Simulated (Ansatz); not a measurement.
## Ligand exchange: SiH4 + GaH(CH3)(SH) → SiH3(SH) + GaH2(CH3)

Species: SiH4 (silane) `[SiH4]`, singlet; GaH(CH3)(SH), singlet; SiH3(SH) (sulfanylsilane), singlet; GaH2(CH3), singlet. The partners trade H for SH: Si–H and Ga–SH bonds give way to Si–SH and Ga–H.

Shapes, held fixed at every level: PBE0-D4/def2-TZVP. Flexible molecules stand in one conformer, not always the lowest. Programs: Ansatz 0.2.0. Electronic energies: no zero-point or thermal term.

```json
{"level": "HF/def2-SVP", "kind": "Hartree–Fock", "ΔE (kJ/mol)": "+61.4", "less CCSD(T)/def2-TZVPP": "+1.5"}
{"level": "SPW92/def2-TZVPP", "kind": "LDA", "ΔE (kJ/mol)": "+57.0", "less CCSD(T)/def2-TZVPP": "-2.9"}
{"level": "r2SCAN-D4/def2-TZVPP", "kind": "meta-GGA", "ΔE (kJ/mol)": "+57.7", "less CCSD(T)/def2-TZVPP": "-2.2"}
{"level": "BHLYP-D4/def2-TZVPP", "kind": "global hybrid", "ΔE (kJ/mol)": "+58.5", "less CCSD(T)/def2-TZVPP": "-1.4"}
{"level": "wB97X-V/def2-TZVPP", "kind": "range-separated hybrid", "ΔE (kJ/mol)": "+54.1", "less CCSD(T)/def2-TZVPP": "-5.8"}
{"level": "MP2/def2-SVP", "kind": "perturbation theory", "ΔE (kJ/mol)": "+67.9", "less CCSD(T)/def2-TZVPP": "+8.0"}
{"level": "CCSD/def2-SVP", "kind": "coupled cluster or CI", "ΔE (kJ/mol)": "+67.0", "less CCSD(T)/def2-TZVPP": "+7.1"}
{"level": "CCSD(T)/def2-TZVPP", "kind": "coupled cluster or CI", "ΔE (kJ/mol)": "+59.9", "less CCSD(T)/def2-TZVPP": "0.0"}
```

The highest level, CCSD(T)/def2-TZVPP, gives ΔE = +59.9 kJ/mol; the levels span +54.1 to +67.9. The column of differences is taken from that level and isn't an error. No measured value is set beside it here. Relativity is left out for Ga unless named. Correlated rows may include outer-core shells of Ga, which these sets cover unevenly.

The exchange is uphill at every level, by +59.9 kJ/mol at the highest, so thiolate prefers gallium and hydride prefers silicon. Both sides contain the same number of bonds, and what counts is the difference between the two elements' preferences for SH over H. Three-coordinate gallium has a formally empty 4p orbital that can accept density from a sulfur lone pair, while tetravalent silicon offers only weaker delocalisation into σ* orbitals. This π donation, together with the polar Ga–S bond and the comparatively weak Ga–H bond, probably accounts for most of the cost.

The closed-shell, bond-conserving character of the reaction should let part of the correlation error cancel, but Hartree–Fock's closeness to the reference may also owe something to a chance offset between missing correlation and the small basis. MP2 and CCSD in the smaller basis nearly coincide yet lie well above the reference, which suggests basis incompleteness more than missing triples. The preference applies to the isolated monomers; association through thiolate or hydride bridges, common in gallium chemistry, could shift the balance.
